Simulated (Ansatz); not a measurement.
Ca2P: phonon entropy and phonon heat capacity against temperature

All results are calculated (Ansatz 0.2.0). Harmonic vibrational free energy, entropy and heat capacity at constant volume, per atom, from the force constants of a q mesh, imaginary modes left out; plane waves with PAW datasets, Gamma-centred k mesh.

Structure of every row (space group Fm-3m, No. 225):
```
cell vectors (Å)
   0.0000     3.4181     3.4181
   3.4181     0.0000     3.4181
   3.4181     3.4181     0.0000
atoms (fractions of the cell vectors)
Ca  0.25000  0.25000  0.25000
Ca  0.75000  0.75000  0.75000
P   0.50000  0.50000  0.50000
```

Settings of every row: functional PBE; dispersion none; spin none; wave cutoff 420 eV; k mesh 12x12x12; occupations fermi dirac; smearing width 0.15 eV; pressure 0 GPa; phonon method linear response; q mesh 2x2x2.

Limits: coarse q mesh; metal sensitive to the k mesh; the cell comes from a prototype or a list of computed structures and needn't be the stable phase.

| row | temperature (K) | phonon entropy (kB/atom) | phonon heat capacity (kB/atom) | phonon free energy (meV/atom) |
| --- | --- | --- | --- | --- |
| 1 | 200 | 2.72 | 2.612 | 12 |
| 2 | 300 | 3.825 | 2.817 | -16.5 |
| 3 | 400 | 4.648 | 2.895 | -53.1 |
| 4 | 500 | 5.298 | 2.932 | -96.1 |
| 5 | 600 | ? | ? | ? |
| 6 | 700 | 6.291 | 2.965 | -196.4 |
| 7 | 800 | 6.687 | 2.973 | -252.3 |
| 8 | 900 | 7.038 | 2.979 | -311.5 |
| 9 | 1000 | 7.352 | 2.983 | -373.5 |

Question: what phonon entropy and phonon heat capacity should row 5 give?

Worked fit of phonon entropy. Entropy rises as the heat capacity times the change of ln T, so take t = ln(T / 300 K). The shown rows have t = -0.4055, 0, 0.2877, 0.5108, 0.8473, 0.9808, 1.0986, 1.204. Least squares give phonon entropy = 3.8352 + 2.80456 × t + 0.10121 × t² kB/atom; a straight line predicts inner rows, each left out in turn, worse (root mean square 0.024 against 0.0076 kB/atom). The rows lie off it by 0.005, -0.010, -0.002, 0.004, 0.007, 0.004, 0.000, -0.007 (root mean square 0.0057 kB/atom), a smooth pattern that one more power would take up: the form is only approximate. The slope at t = 0, 2.8 kB/atom, estimates the heat capacity at 300 K. The withheld row has t = 0.6931, so the fit gives 3.8352 + 2.80456 × (0.6931) + 0.10121 × (0.6931)² = 5.828 kB/atom.

The calculation gave 5.835 kB/atom. The fit lies 0.007 kB/atom (0.15 % of the column's range) below it; its largest miss of a shown row is 0.010 kB/atom.

Worked fit of phonon heat capacity. At high temperature a harmonic heat capacity falls short of its limit by a term in 1/T², so take t = (100 K / T)². The shown rows have t = 0.25, 0.11111, 0.0625, 0.04, 0.02041, 0.01562, 0.01235, 0.01. Least squares give phonon heat capacity = 3 − 1.7238 × t + 0.687 × t² kB/atom; a straight line predicts inner rows, each left out in turn, worse (root mean square 0.004 against 0.00019 kB/atom). All shown rows lie on it to the printed digit. The constant, 3 kB/atom, is to be held against the harmonic limit of 3 k_B an atom. The withheld row has t = 0.02778, so the fit gives 3 − 1.7238 × (0.02778) + 0.687 × (0.02778)² = 2.953 kB/atom.

The calculation gave 2.952 kB/atom. The fit lies 0.001 kB/atom (0.27 % of the column's range) above it, one unit of the last digit.

The other values of row 5: phonon free energy -144.1 meV/atom.
